# Wall-plug efficiency limit of a quantum cascade laser: working notes

I want the ratio $\eta=P/(IV)$ of emitted optical power to electrical power for a cascade laser at its maximum current, with the cavity chosen as well as possible, and I want to see which microscopic ratios fix it. The argument is of the kind given by Faist (2007).

## 1. Premises and conventions

The core has $N$ identical periods of length $L_p$ and area $A$. Each period holds a sheet density $n_s$ of electrons, set by its donors. Level 3 is the upper and level 2 the lower laser subband, $E_3-E_2=\hbar\omega$, and $E_g$ is the edge of the lowest injector subband. The elementary charge is $e>0$, $J=I/A$, and all gain and loss coefficients refer to intensity.

- **P1.** All current enters level 3. Level 3 empties with total lifetime $\tau_3$, and the part going to level 2 has rate $1/\tau_{32}\le1/\tau_3$. Level 2 relaxes with time $\tau_2$ towards a thermal population $n_2^{\rm th}$ fed back from the injector.
- **P2.** The times are independent of current, photon number and doping. Spontaneous emission is negligible against $1/\tau_3$.
- **P3.** One homogeneously broadened mode at the line centre, with the same intensity in every period and at every point of the cavity.
- **P4.** The current peaks when $E_g$ aligns with the next level 3, at $J_{\max}=en_s/\tau_{\rm tr}$. This defines the transit time $\tau_{\rm tr}$ per period, taken in the lasing state and as a constant.
- **P5.** No voltage drops outside the core, and no self-heating.

Section 7 relaxes these one by one.

## 2. Rate equations

Let $R$ be the net stimulated rate $3\to2$ per unit area in one period. In the steady state

$$0=\frac Je-\frac{n_3}{\tau_3}-R,\qquad 0=\frac{n_3}{\tau_{32}}+R-\frac{n_2-n_2^{\rm th}}{\tau_2}.\tag{1}$$

The first gives $n_3=\tau_3(J/e-R)$. The second gives $n_2=n_2^{\rm th}+\tau_2(n_3/\tau_{32}+R)$. Subtracting,

$$n_3-n_2=\tau_{\rm eff}\frac Je-(\tau_{\rm eff}+\tau_2)R-n_2^{\rm th},\qquad \tau_{\rm eff}\equiv\tau_3\Big(1-\frac{\tau_2}{\tau_{32}}\Big).\tag{2}$$

A stimulated event costs inversion twice. It takes away an electron that would have contributed $\tau_{\rm eff}$, and it puts one in level 2 for a time $\tau_2$. Inversion needs $\tau_2<\tau_{32}$.

## 3. Gain clamping, threshold and power

Write the modal gain as $g_c(n_3-n_2)$, where $g_c$ has the unit of length and is computed in section 6. For facet reflectivities $R_1,R_2$ and length $L$, a round trip multiplies the intensity by $R_1R_2\exp\{2L[g_c(n_3-n_2)-\alpha_w]\}$, where $\alpha_w$ is the waveguide loss. A steady field needs this to be 1:

$$g_c(n_3-n_2)=\alpha_w+\alpha_m\equiv\alpha_{\rm tot},\qquad \alpha_m=\frac1{2L}\ln\frac1{R_1R_2}.\tag{3}$$

Threshold is (3) with $R=0$ in (2):

$$J_{\rm th}=\frac{\alpha_{\rm tot}}{g\Gamma}+J_b,\qquad g\Gamma\equiv\frac{g_c\tau_{\rm eff}}e,\qquad J_b\equiv\frac{en_2^{\rm th}}{\tau_{\rm eff}}.\tag{4}$$

Here $g\Gamma$ is the modal gain per unit current density below threshold, and $J_b$ is the current spent on cancelling the backfilled population. Above threshold the left side of (2) stays at $\alpha_{\rm tot}/g_c$. Subtracting (2) at threshold from (2) at $J$ leaves

$$R=\eta_i\,\frac{J-J_{\rm th}}e,\qquad \eta_i\equiv\frac{\tau_{\rm eff}}{\tau_{\rm eff}+\tau_2}.\tag{5}$$

The $N$ periods make $NAR$ photons per second. With $\Phi$ photons in the mode and group velocity $v_g$, photons are lost at $v_g\alpha_{\rm tot}\Phi$, of which $v_g\alpha_m\Phi$ leave through the facets. Balance gives $NAR=v_g\alpha_{\rm tot}\Phi$, so

$$P=N\hbar\omega A\,\eta_i\,\frac{\alpha_m}{\alpha_{\rm tot}}\,\frac{J-J_{\rm th}}e.\tag{6}$$

$P$ counts both facets. It is the power from one facet only if the other is a lossless mirror.

## 4. Voltage and the four-factor formula

In a periodic biased structure any level lies lower in the next period by $eV_p$, with $V=NV_p$ by P5. I follow $E_g$ from period $k$ to $k+1$ through the two laser levels between them:

$$eV_p=(E_g^{(k)}-E_3)+(E_3-E_2)+(E_2-E_g^{(k+1)}).$$

At the current peak the first bracket vanishes by P4. I define the voltage defect $\Delta_{\rm inj}=E_2-E_g^{(k+1)}$ at that bias, measured to the subband edge and not to the injector's Fermi level. Then $eV_p=\hbar\omega+\Delta_{\rm inj}$. Dividing (6) by $IV=AJ_{\max}NV_p$, both $N$ and $A$ cancel:

$$\eta=\frac{\tau_{\rm eff}}{\tau_{\rm eff}+\tau_2}\;\frac{\hbar\omega}{\hbar\omega+\Delta_{\rm inj}}\;\frac{\alpha_m}{\alpha_{\rm tot}}\;\Big(1-\frac{J_{\rm th}}{J_{\max}}\Big).\tag{7}$$

The factors are the internal efficiency, the voltage efficiency $\eta_V$, the extraction efficiency and the fraction of the current above threshold.

## 5. Best mirror loss

Only the last two factors depend on $\alpha_m$, and they pull against each other. Define

$$G\equiv g\Gamma J_{\max},\qquad b\equiv J_b/J_{\max},\qquad \rho\equiv\alpha_w/G.$$

$G$ is the below-threshold gain line extrapolated to $J_{\max}$. The lasing device never has this gain, since (3) holds it at $\alpha_{\rm tot}$. From (4), $J_{\rm th}/J_{\max}=b+a/G$ with $a\equiv\alpha_{\rm tot}$, and $\alpha_m/\alpha_{\rm tot}=1-\alpha_w/a$. The product is

$$F(a)=\Big(1-\frac{\alpha_w}a\Big)\Big(1-b-\frac aG\Big)=1-b+\rho-\Big[\frac aG+\frac{\alpha_w(1-b)}a\Big].\tag{8}$$

It vanishes at $a=\alpha_w$ (no outcoupling) and at $a=G(1-b)$ (threshold at $J_{\max}$), and it is positive in between, which requires $\rho<1-b$. The derivative is $F'=\alpha_w(1-b)/a^2-1/G$, and $F''=-2\alpha_w(1-b)/a^3<0$, so the single stationary point is the maximum. It is the geometric mean of the two zeros, and there each term of the bracket equals $\sqrt{\rho(1-b)}$:

$$\alpha_{\rm tot}^*=\sqrt{\alpha_wG(1-b)},\qquad F^*=1-b+\rho-2\sqrt{\rho(1-b)}=\big(\sqrt{1-b}-\sqrt\rho\big)^2.\tag{9}$$

Without backfilling, $b=0$,

$$\alpha_{\rm tot}^*=\sqrt{\alpha_wG},\qquad \eta^*=\eta_i\,\eta_V\Big(1-\sqrt{\alpha_w/G}\Big)^2,\tag{10}$$

and the two factors are equal: $\alpha_w/\alpha_{\rm tot}^*=J_{\rm th}/J_{\max}=\sqrt\rho$. The maximum is broad. For $b=0$ and $a=s\,\alpha^*_{\rm tot}$, (8) reads $F=1+\rho-\sqrt\rho\,(s+1/s)$.

## 6. Gain and loss per electron, and the role of doping

**Gain.** Take a field $E\cos\omega t$ along the growth axis $z$ and the matrix element $z_{32}$. The resonant part of the coupling is $eEz_{32}/2$. For a normalised Lorentzian of half-width $\hbar\gamma$ the peak density is $1/(\pi\hbar\gamma)$, so the golden rule gives the rate per electron $w=(2\pi/\hbar)(eEz_{32}/2)^2/(\pi\hbar\gamma)=e^2E^2z_{32}^2/(2\hbar^2\gamma)$. The intensity in a core of index $n_r$ is $\varepsilon_0n_rcE^2/2$, and the material gain is the emitted power density $\hbar\omega w(n_3-n_2)/L_p$ divided by it. I define the confinement factor $\Gamma$ as the ratio of modal to material coefficient for a $z$-polarised response of the core. With the oscillator strength $f=2m^*\omega z_{32}^2/\hbar$,

$$g_c=\frac{\Gamma\,\omega e^2z_{32}^2}{\hbar\gamma\,\varepsilon_0n_rcL_p}=C\,\frac f{2\gamma},\qquad C\equiv\frac{\Gamma e^2}{\varepsilon_0m^*n_rcL_p}.\tag{11}$$

Unequal in-plane masses of the two subbands are absorbed in $\gamma$.

**Loss by the core's own electrons.** The same field drives the transitions within the injector, at frequencies $\omega_j<\omega$, far off resonance. There the resonant term alone is not enough. Linear response of a transition whose coherence decays at rate $\gamma_j$ has two poles,

$$\frac1{\omega_j-\omega-i\gamma_j}+\frac1{\omega_j+\omega+i\gamma_j}=\frac{2\omega_j}{\omega_j^2+\gamma_j^2-\omega^2-2i\gamma_j\omega},$$

and the susceptibility is this times $e^2z_j^2\,\delta n_j/(\varepsilon_0\hbar L_p)$, with $\delta n_j$ the lower minus the upper population. I drop $\gamma_j^2$ against $\omega^2$, write $f_j=2m^*\omega_jz_j^2/\hbar$, and use $\alpha=\Gamma\omega\,{\rm Im}\chi/(n_rc)$:

$$\alpha_j=C f_j\,\delta n_j\,\frac{2\gamma_j\omega^2}{(\omega^2-\omega_j^2)^2+4\gamma_j^2\omega^2}.\tag{12}$$

At $\omega=\omega_j$ this is $Cf_j\delta n_j/(2\gamma_j)$, which reproduces (11). For $\omega\gg\omega_j,\gamma_j$ it tends to $Cf_j\delta n_j\,2\gamma_j/\omega^2$. For a constant mass, $[z,[H,z]]=\hbar^2/m^*$, and its expectation value in state $i$ gives $\sum_k f_{ik}=1$ with downward strengths negative. Weighting with the populations and pairing up and down terms gives $\sum_jf_j\delta n_j=n_s$. If the low-frequency transitions carry most of this sum, the total has the Drude form

$$\alpha_{\rm fc}=\frac{C\,n_s}{\omega^2\tau_{\rm fc}},\tag{13}$$

where $1/\tau_{\rm fc}$ is near the weighted mean of $2\gamma_j$. I take (13) as the definition of $\tau_{\rm fc}$. A constant damping rate is only a parametrisation this far out in the tail, where absorption proceeds with help from phonons, roughness and impurities, so $\tau_{\rm fc}$ is an input. What matters is $\alpha_{\rm fc}\propto Cn_s$.

**The ratio.** From (4), P4 and (11), $G=g_cn_s\tau_{\rm eff}/\tau_{\rm tr}$. If (13) is the whole waveguide loss,

$$\rho=\frac{\alpha_{\rm fc}}G=\frac{2\gamma}{f\,\omega^2\tau_{\rm fc}}\,\frac{\tau_{\rm tr}}{\tau_{\rm eff}}.\tag{14}$$

$C$ and $n_s$ have cancelled, so at given $f$ the doping, $\Gamma$, $L_p$ and $n_r$ have left the problem. Doping raises $J_{\max}$, $G$, $\alpha_w$, $\alpha^*_{\rm tot}$, $J_{\rm th}$ and $P$ in proportion and leaves $\eta^*$ alone, provided the cavity is re-optimised. This holds only for loss from the core electrons. A loss $\alpha_c$ in claddings, metal or sidewalls, even when it is free-carrier absorption, does not scale with $n_s$. It adds $\alpha_c/G\propto1/(\Gamma n_s)$ to $\rho$, and then more doping or more periods help, with (14) as the floor. At fixed $f$ and times, $\sqrt\rho\propto1/\omega$, so this factor and $\eta_V$ both fall towards long wavelength.

**Backfilling and the best voltage defect.** Let level 2 be populated thermally from the lowest injector subband at electron temperature $T_e$, with equal masses. Each subband holds $N_c\ln(1+e^{(\mu-E)/k_BT_e})$ with $N_c=m^*k_BT_e/(\pi\hbar^2)$, spin included. I put all $n_s$ electrons in the subband at $E_g$, which overestimates $n_2^{\rm th}$ at given $T_e$. Then $e^{(\mu-E_g)/k_BT_e}=e^{\xi}-1$ with $\xi=n_s/N_c$, and for small occupation of level 2

$$b=\frac{\tau_{\rm tr}}{\tau_{\rm eff}}\,\frac{n_2^{\rm th}}{n_s}=\frac{\tau_{\rm tr}}{\tau_{\rm eff}}\,\frac{e^\xi-1}{\xi}\,e^{-\Delta_{\rm inj}/k_BT_e}.\tag{15}$$

For $\xi\ll1$ the middle factor is 1 and $b$ is independent of doping too. A small defect raises $\eta_V$ and also $b$. With $db/d\Delta_{\rm inj}=-b/k_BT_e$, setting the derivative of $\ln(\eta_VF^*)$ to zero gives

$$\frac{b}{\sqrt{1-b}\,(\sqrt{1-b}-\sqrt\rho)}=\frac{k_BT_e}{\hbar\omega+\Delta_{\rm inj}}.\tag{16}$$

## 7. Range of validity

**Uniform field (P3).** Let the local intensity be $\propto s$, with uniform $J$ and $b=0$. Locally $R=\sigma s(n_3-n_2)$, where $\sigma$ is proportional to the photon number. Inserting this in (2) gives $n_3-n_2=u\,\tau_{\rm eff}J/e$ and $R=\eta_i(J/e)(1-u)$, with $u=1/(1+ys)$ and $y=\sigma(\tau_{\rm eff}+\tau_2)$. The modal gain weights the inversion by $s$, so clamping reads $\langle su\rangle/\langle s\rangle=J_{\rm th}/J\equiv x$. Because $u$ falls as $s$ rises, $\langle su\rangle\le\langle s\rangle\langle u\rangle$, hence $1-\langle u\rangle\le1-x$ and (5) is an upper bound. To first order in $y$, $1-\langle u\rangle=y\langle s\rangle$ and $1-x=y\langle s^2\rangle/\langle s\rangle$, so the slope at threshold is reduced by $\langle s\rangle^2/\langle s^2\rangle$. For $s=\cos^2\phi$ falling to one half at the core edges, $|\phi|\le\pi/4$, this is 0.966. For $\cos^2\phi$ falling to zero, as across a narrow ridge or along a single standing wave, it is $2/3$. In that case $\langle u\rangle=1/q$ with $q=\sqrt{1+y}$, and $su=(1-u)/y$ gives $x=2/[q(q+1)]$, so $1-x$ is replaced by $1-1/q$.

**Constant transit time (P4).** Stimulated emission empties level 3 and shortens $\tau_{\rm tr}$. Take $b=0$. At resonance the tunnelling current obeys $J/e=(n_g-n_3)/\tau_{\rm tun}$, and the rest of the injector holds $\tau_{\rm inj}J/e$. Charge conservation is $n_s=n_g+n_3+n_2+\tau_{\rm inj}J/e$. With $r=eR/J=\eta_i(1-x)$ and the solutions of (1),

$$\tau_{\rm tr}=\tau_{\rm tun}+\tau_{\rm inj}+2\tau_3(1-r)+\tau_2\Big[\frac{\tau_3(1-r)}{\tau_{32}}+r\Big]=\tau_A+\tau_Bx,$$

with $\tau_B=\eta_i(2\tau_3+\tau_2\tau_3/\tau_{32}-\tau_2)$. Now $\alpha_{\rm tot}=xG=x\,g_cn_s\tau_{\rm eff}/\tau_{\rm tr}$, so with $\kappa=\alpha_w/(g_cn_s\tau_{\rm eff})$ the product is $F=(1-\kappa\tau_B-\kappa\tau_A/x)(1-x)$. Multiplied out it is $1-\kappa\tau_B+\kappa\tau_A-[(1-\kappa\tau_B)x+\kappa\tau_A/x]$, and the step that led to (9) gives

$$F^*=\big(\sqrt{1-\kappa\tau_B}-\sqrt{\kappa\tau_A}\big)^2.\tag{17}$$

$\kappa$ is free of $n_s$ when $\alpha_w=\alpha_{\rm fc}$, so the independence of doping survives.

**Operating point.** At the current peak $dJ/dV=0$, so lowering the voltage slightly raises $\eta$, and (7) is not a strict bound over bias. Resonant tunnelling in the form of Kazarinov and Suris gives a Lorentzian in the detuning. If the detuning is linear in bias, $J=J_{\max}/(1+v^2)$ and $eV_p=\hbar\omega+\Delta_{\rm inj}-Wv$, where $W$ is the half-width of the peak in energy per period. At fixed $J_{\rm th}$, $\delta\ln\eta\simeq\beta v-xv^2/(1-x)$ with $\beta=W/(\hbar\omega+\Delta_{\rm inj})$, whose maximum is

$$\delta\ln\eta=\beta^2\,\frac{1-x}{4x}.\tag{18}$$

A lower bias also tends to shrink $\Delta_{\rm inj}$ and raise $b$, which eats into this.

**Leakage, heating, series voltage (P1, P2, P5).** If only a fraction $\eta_{\rm in}$ of the current enters level 3 and the rest bypasses both levels, $J\to\eta_{\rm in}J$ in (1). Then $\eta$ gains the factor $\eta_{\rm in}$, with $\rho\to\rho/\eta_{\rm in}$ and $b\to b/\eta_{\rm in}$. A series drop $V_s$ multiplies $\eta$ by $V/(V+V_s)$. Self-heating raises $\gamma$ and $b$ and shortens $\tau_{\rm eff}$ by an amount that grows with $J_{\max}V$, so the result describes short pulses, and in continuous operation doping does matter. Doping independence also ends when $\xi$ is not small, when impurity scattering changes $\gamma$ or $\tau_{\rm fc}$, or when space charge shifts the levels.

## 8. Illustration: a 9 µm lattice-matched laser

I take In$_{0.53}$Ga$_{0.47}$As/In$_{0.52}$Al$_{0.48}$As on InP near room temperature. All inputs are typical or illustrative values: $\lambda=9.0$ µm, $m^*=0.043\,m_e$, $n_r=3.3$, $z_{32}=2.5$ nm, $2\hbar\gamma=20$ meV, $L_p=55$ nm, $N=35$, $\Gamma=0.60$, $\tau_3=0.50$ ps, $\tau_{32}=2.0$ ps, $\tau_2=0.20$ ps, $\tau_{\rm tr}=4.0$ ps, $\tau_{\rm fc}=0.10$ ps, $n_s=1.0\times10^{15}$ m$^{-2}$, $\Delta_{\rm inj}=120$ meV, $R_1=R_2=0.27$, $T_e=300$ K. I carry three figures so that cases can be compared. Two is the most the model supports.

**Basic quantities.** $\hbar\omega=137.8$ meV, $\omega=2.093\times10^{14}$ s$^{-1}$, $2\gamma=3.04\times10^{13}$ s$^{-1}$, $f=0.972$. The radiative lifetime $3\pi\varepsilon_0\hbar c^3/(n_re^2z_{32}^2\omega^3)$ of such a dipole in a bulk medium is 49 ns, which justifies P2. Then $\tau_{\rm eff}=0.45$ ps, $\eta_i=0.692$, $\eta_V=0.534$, $V=9.02$ V and $J_{\max}=4.01\times10^7$ A m$^{-2}$.

**Gain and loss.** Equation (11) gives $g_c=2.61\times10^{-11}$ m, so $g\Gamma=7.33\times10^{-5}$ m A$^{-1}$ and $G=2.94\times10^3$ m$^{-1}$. Equation (13) gives $\alpha_{\rm fc}=186$ m$^{-1}$, and (14) gives $\rho=0.0635$, $\sqrt\rho=0.252$.

**Optimum without backfilling.** $\alpha_{\rm tot}^*=740$ m$^{-1}$, $\alpha_m^*=553$ m$^{-1}$, $L=\ln(1/0.27)/\alpha_m^*=2.4$ mm, $J_{\rm th}=1.01\times10^7$ A m$^{-2}$, $F^*=0.560$ and $\eta^*=0.207$. Missing $\alpha^*_{\rm tot}$ by a factor $s=1.5$ lowers $F$ to 0.518.

**With backfilling.** $k_BT_e=25.85$ meV, and (15) with $\xi\to0$ gives $b=0.0857$. Then $\alpha^*_{\rm tot}=707$ m$^{-1}$, $\alpha_m^*=521$ m$^{-1}$, $L=2.5$ mm, $J_{\rm th}/J_{\max}=0.327$, $F^*=0.496$ and $\eta^*=0.184$. Equation (16) puts the best defect at 126 meV, where $\eta^*$ is again 0.184 to three figures. With $N_c=4.64\times10^{15}$ m$^{-2}$ the degeneracy factor in (15) is 1.12, and it would be 1.25 at twice the doping.

**Relaxing the premises.** The mirror loss is re-optimised in each row, $\Delta_{\rm inj}$ stays at 120 meV, and the changed values are illustrative.

| Case | $\eta^*$ |
|---|---|
| $b=0$, core loss only | 0.207 |
| backfilling at 300 K (reference case) | 0.184 |
| reference with degeneracy factor | 0.181 |
| reference with $\eta_{\rm in}=0.85$ | 0.143 |
| reference with $\alpha_c=150$ m$^{-1}$ | 0.141 |
| the same at twice $n_s$ | 0.160 |
| reference with $T_e=400$ K | 0.133 |
| $\alpha_c=150$ m$^{-1}$ and $T_e=400$ K | 0.098 |

The fifth and sixth rows show the doping dependence that a fixed loss brings back. For the transit time, $\tau_B=0.588$ ps. Fixing $\tau_{\rm tr}=4.0$ ps at $x=\sqrt\rho$ gives $\tau_A=3.85$ ps, and (17) gives 0.560, the same as (10) to three figures. What matters is to use the lasing value. The non-lasing time $\tau_A+\tau_B=4.44$ ps put into (14) would give $F^*=0.540$. For $W=80$ meV, (18) allows a relative rise of about 0.05. A series drop of 0.5 V gives the factor 0.947. A lateral profile falling to zero at the walls, at $x=\sqrt\rho$ and uniform $J$, has $q=2.36$ and lowers the above-threshold factor to 0.77 of its uniform value.

The model's limit for these inputs is thus about 0.2, or 0.18 with backfilling. It belongs to the model and is no property of the material system. As typical knowledge, lattice-matched lasers near 9 µm reach roughly 0.1 in pulsed room-temperature operation with both facets counted, and less in continuous operation, so the model's 0.18 lies high by a factor of roughly two. The rows for leakage, cladding loss and hot electrons each remove between a fifth and three tenths of it, and two such effects together remove nearly half.